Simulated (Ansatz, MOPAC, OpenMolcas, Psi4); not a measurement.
## A ladder of methods for Si2H3OF (SMILES F[Si]O[SiH3])

The runs start from one conformer, not always the lowest.

Si2H3OF, singlet, SMILES `F[Si]O[SiH3]`. Each level relaxes the structure for itself.

Each level gives the highest harmonic wavenumber at each level's own minimum (cm⁻¹). The values are calculated.

| level | kind | program | value (cm⁻¹) |
| --- | --- | --- | --- |
| AM1 | semi-empirical | MOPAC | 2252 |
| MNDO | semi-empirical | MOPAC | 2350 |
| PM7 | semi-empirical | MOPAC | 2307 |
| PM7-HH | semi-empirical | MOPAC | 2329 |
| HF/3-21G | Hartree–Fock | OpenMolcas | 2318 |
| HF/6-31G* (Cartesian functions) | Hartree–Fock | OpenMolcas | 2417 |
| BP86/def2-SVP (density fitting) | GGA | Psi4 | 2193 |
| PBE0-D4/def2-TZVP | global hybrid | Ansatz | 2252 |
| CASSCF(10,10)/ANO-RCC-VDZ (DKH2) | multireference | OpenMolcas | 2355 |

Harmonic and unscaled. The values span 2193 to 2417 cm⁻¹.

The highest mode is in all likelihood an Si–H stretch of the silyl group, since all the hydrogen sits there. The small mass of hydrogen puts this motion above the Si–O and Si–F stretches, although those bonds are stronger. The electronegative oxygen on the same silicon should stiffen the Si–H bonds somewhat, because it draws silicon p character towards itself and leaves more s character for hydrogen.

Both density functionals, at 2193 and 2252 cm⁻¹, lie below both Hartree–Fock values and the CASSCF value, probably because they include dynamic correlation, which softens the stretching potential. The two Hartree–Fock results, 2318 and 2417 cm⁻¹, show that the basis matters too, so the spread can't be assigned to electron correlation alone. The agreement of AM1 with PBE0-D4 at 2252 cm⁻¹ doesn't establish that AM1 describes the rest of the force field equally well. Being largely local to the silyl group, this mode is a poor test of how each level treats the divalent silicon centre.
